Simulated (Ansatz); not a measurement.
# TiO2: energy above lowest point against volume scale

All results are calculated (Ansatz 0.2.0). Free energy against uniform scaling of the volume at fixed shape and fractions; periodic cell, basis, potentials, k mesh and filling as listed.

The cell before it is scaled or strained (space group P4_2/mnm, No. 136):
```
TiO2
1.0
      4.5922     0.0000     0.0000
      0.0000     4.5922     0.0000
      0.0000     0.0000     2.9574
Ti O
2 4
Direct
  0.00000 0.00000 0.00000
  0.50000 0.50000 0.50000
  0.30496 0.30496 0.00000
  0.19504 0.80496 0.50000
  0.69504 0.69504 0.00000
  0.80496 0.19504 0.50000
```

Settings of every row: functional PBE; dispersion none; potentials PAW; wave cutoff 500 eV; density cutoff 2000 eV; k mesh 5x5x7; k shift 0x0x0; occupations fermi dirac; smearing width 0.05 eV; spin none.

| row | volume scale | V (Å³/atom) | energy above lowest point (meV/atom) |
| --- | --- | --- | --- |
| 1 | 0.92 | 9.563 | 91.8 |
| 2 | 0.9467 | 9.84 | 47.9 |
| 3 | 0.9733 | 10.117 | 19.2 |
| 4 | 1 | 10.394 | 3.8 |
| 5 | 1.0267 | 10.672 | 0 |
| 6 | 1.0533 | 10.948 | ? |
| 7 | 1.08 | 11.226 | 21.4 |

Question: what energy above lowest point should row 6 give?

Worked fit of energy above lowest point. Take u = (V_r/V)^(2/3) − 1 with V_r = 10.256 Å³ an atom, which is twice the finite (Eulerian) strain; such expansions in the strain, on which the Birch-Murnaghan equation of state is built, carry the rest volume and the bulk modulus. The shown rows have u = 0.04775, 0.02799, 0.00914, -0.00887, -0.02616, -0.05847. Least squares give energy above lowest point = 9.94 + 850.1 × u + 18009 × u² + 1988 × u³ meV/atom; a parabola predicts inner rows, each left out in turn, worse (root mean square 0.098 against 0.032 meV/atom). All shown rows lie on it to the printed digit. Its lowest point lies at u = -0.0237, or V = 10.63 Å³ an atom, and the curvature there gives the bulk modulus at fixed shape and fractions, B = (4/9)(1 + u)² E″(u)/V = 228 GPa. Letting shape and atoms relax would as a rule lower it, by much in layered, chain or molecular crystals. The withheld row has u = -0.0426, so the fit gives 9.94 + 850.1 × (-0.0426) + 18009 × (-0.0426)² + 1988 × (-0.0426)³ = 6.3 meV/atom.

The calculation gave 6.3 meV/atom. The fit meets it to the printed digit.
